Q: I have a crystal of phosphorus that I lengthen along one axis while its volume stays fixed. How much energy does that take?

A: Some tens of meV per atom for a tenth more in the axial ratio, which is the length along the axis over the lengths across it, relative to the start. The pressure column tells whether the cell pushes outwards or, when negative, would rather contract.

Phosphorus (Imma, 2 atoms per cell; a = 3.383, b = 5.030, c = 3.718 Å, not relaxed), strained along c at fixed volume and fractional coordinates. Ansatz 0.2.0, plane-wave PAW, scalar-relativistic LDA without spin polarisation, 650 eV cutoff, 20×20×20 k mesh, 0.15 eV Gaussian smearing. Free energies are relative to the starting cell; pressure is positive in compression.

```
axial ratio (over its starting value)  energy change (meV/atom)  pressure (GPa)
                                  0.8                     238.5           -2.70
                                 0.85                     133.9           -2.80
                                 0.92                      36.2           -2.74
                                 0.96                       8.6           -2.52
                                    1                       0.0           -2.13
                                 1.05                       9.9           -1.67
                                  1.1                      35.0           -1.32
                                  1.2                         ?               ?
                                  1.3                         ?               ?
```

Q: The start is the lowest point, so I would treat the cell as a spring. May I extend the parabola to 1.2 and 1.3?

A: The known rows already advise against it. Equal factors of stretching and squeezing are best compared by the logarithm of the axial ratio, so let x be that logarithm. For a spring, energy change divided by x² is constant. Here it is 5.2 eV at 0.92 and only 3.9 eV at 1.1, so the cell is softer when lengthened, at least with its fractional coordinates held fixed.

Q: What do the atoms do that makes lengthening easier?

A: This is not black phosphorus with its three bonds per atom. Symmetry and the shortest distance fix a distorted simple-cubic network, in which each atom has two neighbours at 2.24 Å, two at about 2.55 Å and two at about 2.8 Å. Lengthening brings the middle pair closer and moves the far pair away. It is tempting to say that the closing contacts gain bonding and repay part of the cost, but the computed stress shows no net repayment at 1.05 or 1.1. Along b, where the middle pair mostly points, the cell already pushes outwards there, so shrinking b further costs energy.

The softness shows most clearly along c, where the stress changes by 8.1 GPa from the start to 0.92, but only by 5.9 GPa from the start to 1.1. That fits the usual behaviour of bonds, which resist stretching less than squeezing. Along b the changes are 8.1 and 6.7 GPa, yet b is stretched at 0.92 and squeezed at 1.1, so the same rule would suggest the opposite order. It can't be the whole cause, and the run doesn't split the stress by contact.

Q: Then the climb might flag as the stretching goes on?

A: That is my expectation. A large change of shape carries atoms towards new neighbours, so the force back to the start should weaken in the end, as it does when one row of atoms slides over another. A simple form with such a weakening lets the force follow a single wave, with zero energy and zero slope at the start:

E = A (1 − cos sx) + B (sx − sin sx)

E is the energy change, and A, B and s are three constants fitted to the seven known rows. The starting cell was not relaxed, so a zero slope isn't guaranteed. It holds closely here, because the stress along c at the start differs from the mean over the three directions by less than 0.01 GPa.

Q: Work it out for 1.2.

A: The fit gives A ≈ 130 meV, B ≈ −68 meV and s ≈ 8.5. At 1.2 the product sx is about 1.56, so the two brackets are about 0.99 and 0.56:

E ≈ 130 × 0.99 − 68 × 0.56 ≈ 91 meV/atom

This row was not part of the fit. The same formula gives about 113 meV/atom at 1.3.

Q: How far do you trust that?

A: Less than the good fit suggests, since it matches the known rows to about half a meV but has seen none of the new territory. A series in x² and x³, fitted only to the rows from 0.92 to 1.1, gives 106 and 177 meV/atom instead. The two forms differ by 15 meV at 1.2 and by far more at 1.3. My ranges are judgements that allow for this, not statistical errors.

Q: Please commit yourself, for the pressure too.

A: For 1.2, I expect an energy above that at 1.1, between 80 and 120 meV/atom. The pressure should be less negative than at 1.1, between −1.2 and −0.7 GPa; a separate wave fitted to the known pressures gives −0.75 GPa.

For 1.3, I expect an energy still above that at 1.2, between 80 and 190 meV/atom, but with a smaller slope per unit of x than between 1.1 and 1.2. The pressure should have roughly levelled off, between −1.6 and −0.5 GPa, with −0.69 GPa from the wave.

The withheld rows as computed:

```
axial ratio (over its starting value)  energy change (meV/atom)  pressure (GPa)
                                  1.2                     111.7           -0.79
                                  1.3                     213.7           -0.39
```

Q: The first row looks respectable. The second doesn't.

A: I agree. At 1.2 both values lie inside their ranges, although the wave put the energy 21 meV too low. At 1.3 both lie outside. The energy is 101 meV above the wave's value, which is nearly half of the computed energy change, and the pressure went on rising instead of levelling off.

Q: And the slope that was to become smaller?

A: It became larger. For each 0.01 of x the energy rises by 8.8 meV between 1.1 and 1.2, and by 12.7 meV between 1.2 and 1.3. The wave had the restoring force pass its peak soon after the last known row. The computed force was still growing at the end of the scan.

Q: So was the softening an illusion?

A: Not in this scan; only its continuation was overdrawn. Divide the energy at 1.3 by x², with x = 0.262:

0.2137 eV / 0.262² ≈ 3.1 eV

That is below the 3.9 eV at 1.1, so the cell is still softer than a spring matched there. The climb is gentler than a parabola, but it doesn't flag in the sense that I had forecast.

Q: What did your picture of the atoms leave out?

A: It assumed a change of neighbours that had not come. When rows slide, the force weakens as atoms pass from old neighbours to new ones. Here the four nearest atoms at 1.3 are the same ones as at the start: the middle pair has come in and the short pair has stretched until both are close to 2.34 Å. The early peak in the force came from the form of the wave, not from these contacts. Stretching the short bonds may add to the cost, but the calculation doesn't split the energy by contact. I had these distances before the forecast and should have given them more weight.

Q: Does the pressure show what causes the climb?

A: Not by itself. Pressure is minus the change of energy with volume, so a pressure that rises along the scan means that lengthening would cost more in a smaller cell. The stress, of which the pressure is the mean, says more. At 1.3 the cell pulls inwards along c with about 15 GPa and pushes outwards along a and b with about 6 and 8 GPa. Further lengthening therefore costs energy in all three directions. Most of the cost arises along c, where the stress is largest and the relative change of length is twice that along a or b.

Q: Could the atoms lower the cost by moving within the cell?

A: Very probably. Their fractional coordinates were held fixed, although symmetry leaves one of them free to adjust, and at 1.3 each atom feels a force of 0.95 eV/Å along c. The start isn't relaxed either: the force there is 0.32 eV/Å, so its energy would fall too. The larger force at 1.3 suggests a larger fall, so some of the steep climb may come from this constraint.

The softness of the lengthened side may depend on it too. The force is 0.71 eV/Å at 0.92 but only 0.15 eV/Å at 1.1, so relaxing the atoms should lower the squeezed side more. That could shrink the difference between the two sides or even reverse it. How large these effects are can't be told without relaxing the atoms at each ratio. The run also used LDA with PAW datasets made for PBE, which may shift the pressures somewhat.

Q: Would the short series have been the better choice?

A: On these two rows, yes: it came within 6 meV at 1.2 and was 36 meV too low at 1.3. On the squeezed side, however, it overshoots by 74 meV at 0.8, a row that it had not seen either. The printed output below has both fits. Neither form knows anything about the atoms, so before extending such a curve I would first work out which contacts close, which stretch, and whether any new neighbours come within reach.

Printed output of the fit:

```
middle contact at ratio 1, angstrom: 2.545
long contact at ratio 1, angstrom: 2.815
short contact at ratio 1.3, angstrom: 2.337
middle contact at ratio 1.3, angstrom: 2.351
long contact at ratio 1.3, angstrom: 3.095
axial ratio at which c equals a: 0.9099
energy over squared log strain at 0.92, eV per atom: 5.207
energy over squared log strain at 1.1, eV per atom: 3.853
energy slope from 1.05 to 1.1, meV per atom for 0.01 of log strain: 5.396
energy slope from 1.1 to 1.2, meV per atom for 0.01 of log strain: 8.815
energy slope from 1.2 to 1.3, meV per atom for 0.01 of log strain: 12.74
fall of the best ratio when the volume shrinks by 1 cubic angstrom an atom, percent: 0.6414
fit of energy_change on 7 rows: coefficient of 1 - cos(s*x) 130.3 +/- 0.73, coefficient of s*x - sin(s*x) -67.71 +/- 1.1, s 8.546; rms 0.297, worst 0.92 -0.524, leave-one-out rms 1.9
  rows outside the fit (model, value, miss): 1.2 90.82, 111.7, -20.9; 1.3 112.5, 213.7, -101
fit of energy_change on 5 rows (axial_ratio > 0.9): coefficient of x**2 4580 +/- 24, coefficient of x**3 -7636 +/- 272; rms 0.209, worst 0.96 -0.448, leave-one-out rms 0.845
  rows outside the fit (model, value, miss): 0.8 312.9, 238.5, 74.4; 0.85 153.8, 133.9, 19.9; 1.2 106, 111.7, -5.72; 1.3 177.4, 213.7, -36.3
fit of pressure on 7 rows: constant -1.764 +/- 0.056, coefficient of cos(s*x) -0.3828 +/- 0.069, coefficient of sin(s*x) 1.04 +/- 0.049, s 8.225; rms 0.0389, worst 0.85 -0.0649, leave-one-out rms 0.156
  rows outside the fit (model, value, miss): 1.2 -0.7542, -0.79, 0.0358; 1.3 -0.6865, -0.39, -0.296
```
